Stretching a metal weakens its bonds, and it also changes how strongly the metal resists further stretching. Here hexagonal close-packed cobalt is taken from strong compression into tension, and its atoms and cell shape relax at each fixed volume. What pressure, energy and magnetic moment belong to the largest cell, at 11.408 Å³ per atom?

Ansatz 0.2.0, PBEsol density functional theory (scalar-relativistic, collinear spin, PAW) for hcp cobalt with two atoms per cell; 420 eV plane-wave cutoff, 18×18×10 k mesh, 0.1 eV Gaussian smearing. Atoms and cell shape are relaxed at fixed volume. Energies are taken at zero smearing, relative to cobalt's standard crystal in the same functional.

```tsv
volume (relaxed cell) (Å³/atom)	c/a (relaxed cell)	shortest distance (relaxed cell) (Å)	energy over elements (eV/atom)	pressure (GPa)	cell moment (muB)
9.127	1.6140	2.337	0.147	42.40	2.930
9.438	1.6149	2.363	0.077	29.20	3.020
9.749	1.6151	2.389	0.032	17.83	3.070
10.060	1.6155	2.414	0.007	8.14	3.110
10.682	1.6164	2.464	0.006	-6.85	3.180
10.993	1.6171	2.488	0.025	-12.67	3.210
11.408	1.6176	2.519	?	?	?
```

Begin with the three most compressed cells, from 9.127 to 9.749 Å³ per atom. Positive pressure means that the crystal pushes outwards, and it pushes less as the atoms gain room. The cell moment, which is the spin moment of two atoms, rises by 0.09 $\mu_B$ over the first volume step. Over the last equally large step, from 10.682 to 10.993 Å³, it rises by only 0.03 $\mu_B$.

Part of the moment's growth can be explained by a competition between band width and exchange. Closer atoms have more strongly overlapping d orbitals, so the d bands broaden and it costs more kinetic energy to keep spins parallel. This should matter most under strong compression. Near the resting volume the majority-spin d band is expected to be nearly full, and the slower change there should owe more to the mixing of d states with s and p states, which also grows as atoms approach. The populations from the same calculations show which electrons are involved, but not which cause dominates. Between 10.993 and 9.127 Å³, the majority-spin d population falls from 4.77 to 4.72 electrons per atom, while the minority-spin one rises from 3.06 to 3.17.

Further down, between 10.060 and 10.682 Å³, the pressure changes sign. The energies of these two cells are nearly equal because the cells lie on opposite sides of the minimum, one squeezed and one stretched. Energy alone therefore doesn't reveal the direction of the strain, whereas pressure does. The minimum lies close to zero on the energy scale, so this column is practically the strain energy of the crystal.

The volume at that minimum belongs to the calculation, not to nature. The PBEsol functional makes cobalt too dense: the measured crystal has roughly 11 Å³ per atom, a recalled value. At 10.993 Å³ the computed crystal is already under a tension of 12.67 GPa. To carry these results over to real cobalt, one should compare strains from each crystal's own resting volume, not absolute volumes. Even then the computed pressures are likely to be too large, since a functional that packs a metal too densely usually makes it too stiff as well.

In the stretched cells the pressure still falls, but more slowly. The first volume step lowers it by $42.40-29.20=13.20$ GPa, the equally large last one by only $12.67-6.85=5.82$ GPa. A two-atom molecule such as H₂ behaves similarly near its bond length: repulsion rises steeply on compression, while attraction fades more gently on stretching. The comparison covers only this lopsided energy curve, since cobalt shares its bonding electrons among many atoms and its moment changes too.

The lopsidedness can be written as an equation of state. Let $V$ be the volume per atom, $V_r=10.4$ Å³ a fixed reference volume, and $f=\frac12[(V_r/V)^{2/3}-1]$ the strain, which is negative for a stretched crystal. If the energy is a cubic polynomial in $f$, its volume derivative gives the pressure

$$P=-\frac{dE}{dV}=\left(\frac{V_r}{V}\right)^{5/3}(a+bf+cf^2).$$

This is the third-order Birch–Murnaghan equation. Its three constants were fitted to the six known pressures, and the energies played no part in that fit.

For the largest cell it predicts $-19.2\pm0.5$ GPa: more tension, but less than a straight continuation of the last two rows, which gives $-20.4$ GPa. In the fitted curve the bulk modulus, the resistance to a change of volume, falls from 249 GPa at zero pressure to 160 GPa at the new volume. The straight line misses this softening. The error bar is a judgement about the risk of extrapolation, not a statistical limit.

The energy follows from the work done in stretching the crystal. Between the last known cell and the new one, the mean of the two end tensions times the added volume gives

$$\Delta E\approx\frac{(12.67+19.21)/2\ \text{GPa}\times(11.408-10.993)\ \text{Å}^3}{160\ \text{GPa Å}^3/\text{eV}}\approx0.041\ \text{eV}.$$

The denominator only converts units; it isn't the bulk modulus. Added to the known 0.025 eV, this makes 0.066 eV per atom. Integrating the curved pressure function instead, with one additive constant taken from the known energies, gives the forecast: still rising, to $0.067\pm0.002$ eV per atom.

The moment needs a separate argument. The coupling between d orbitals on neighbouring atoms falls roughly as the inverse fifth power of their distance, so the band width should scale as $V^{-5/3}$ when the cell keeps its shape, as it nearly does here. The width serves here as a measure of how strongly neighbouring atoms interact, because the mixing with s and p states grows along with it. As a simple trial form, not a law, a moment that falls linearly with this width was fitted to the four known cells from 9.749 Å³ upwards. It forecasts a slow further rise, to $3.25\pm0.03$ $\mu_B$ per cell.

The two most compressed cells were left out because their moment falls faster than this line. At 9.127 Å³ the line gives 2.98 $\mu_B$, against the computed 2.93 $\mu_B$. A likely reason is that the broadened majority-spin d band reaches the Fermi level and begins to empty, which speeds up the loss of moment. The populations are consistent with this: the majority-spin d population falls more than three times as much over the most compressed step as over the equally large step from 10.993 to 10.682 Å³. The entropy term of the smearing, which grows with the number of states near the Fermi level, points the same way. It rises from 0.0081 to 0.0094 eV per cell between 9.749 and 9.127 Å³, although broader bands alone should leave fewer states there. This term doesn't tell the two spins apart, so confirming the cause would still take a density of states for each spin, and none is available for these cells.

The withheld rows as computed:

```tsv
volume (relaxed cell) (Å³/atom)	c/a (relaxed cell)	shortest distance (relaxed cell) (Å)	energy over elements (eV/atom)	pressure (GPa)	cell moment (muB)
11.408	1.6176	2.519	0.067	-18.92	3.250
```

All three values lie within their error bars. The pressure shows the clearest miss: the computed value is $-18.92$ GPa, so the forecast has 0.29 GPa too much tension. That is nearly five times the typical misfit on the fitted cells, which shows how little a close fit promises beyond its last point. The straight line does worse, with 1.5 GPa too much tension, so the softening is real within this calculation and slightly stronger than the fitted curve allows.

The energy agrees with its forecast to the last digit of the table. It is less sensitive than the pressure because the pressure error matters only over the short added stretch of volume. Pressure is by definition minus the slope of the energy against volume, so this agreement shows only that the numbers are consistent and that the curve stays smooth. It doesn't identify which electrons cause the softening.

The moment also agrees to the last digit, but this is weaker support for its explanation. A curve quadratic in the assumed band width, fitted to all six known cells, gives 3.23 $\mu_B$ and would also have fallen within the error bar. The band width itself was inferred from volume, not computed. The output below gives the fits and their misses.

One question joins the two ends of the table. The moment drops fastest where cobalt is most compressed, and losing moment may make the crystal easier to squeeze. If so, the compressed cells bend the fitted pressure curve and could account for part of its miss under tension. Leaving the two most compressed cells out of the fit is indeed expected to bring the forecast closer to the computed pressure, but that alone wouldn't show that magnetism is the cause. Would the same cells, calculated without magnetism, follow a single equation of state more closely?

Numerical output:

```
fit of pressure on 6 rows: coefficient of pw -0.6044 +/- 0.049, coefficient of pw*eul 743.2 +/- 2.8, coefficient of pw*eul**2 465 +/- 81; rms 0.061, worst 9.438 -0.0981, leave-one-out rms 0.18
  rows outside the fit (model, value, miss): 11.408 -19.21, -18.92, -0.291
Volume of zero pressure from the fit, A^3/atom: 10.37
Bulk modulus at zero pressure from the fit, GPa: 249.4
Bulk modulus at the withheld volume from the fit, GPa: 160.1
Largest energy misfit on the known rows, eV/atom: 0.0005854
fit of cell_moment on 4 rows (vol > 9.6): constant 3.843 +/- 0.0037, coefficient of band -0.6938 +/- 0.0036; rms 0.000409, worst 10.682 -0.000511, leave-one-out rms 0.000923
  rows outside the fit (model, value, miss): 9.127 2.981, 2.93, 0.0506; 9.438 3.027, 3.02, 0.00742; 11.408 3.248, 3.25, -0.00164
fit of cell_moment on 6 rows: constant 2.749 +/- 0.35, coefficient of band 1.468 +/- 0.66, coefficient of band**2 -1.06 +/- 0.31; rms 0.00584, worst 9.438 -0.0103, leave-one-out rms 0.0174
  rows outside the fit (model, value, miss): 11.408 3.228, 3.25, -0.0216
Moment rise over the first volume step, muB per cell: 0.09
Moment rise over the last known equal volume step, muB per cell: 0.03
Forecast pressure at the withheld row (error bar 0.5), GPa: -19.21
Straight-line rival for that pressure, GPa: -20.44
Forecast energy at the withheld row (error bar 0.002), eV/atom: 0.06672
Forecast cell moment at the withheld row (error bar 0.03), muB: 3.248
Computed energy at the withheld row, eV/atom: 0.067
Energy forecast less computed value, eV/atom: -0.0002787
Straight-line pressure less computed value, GPa: -1.516
```
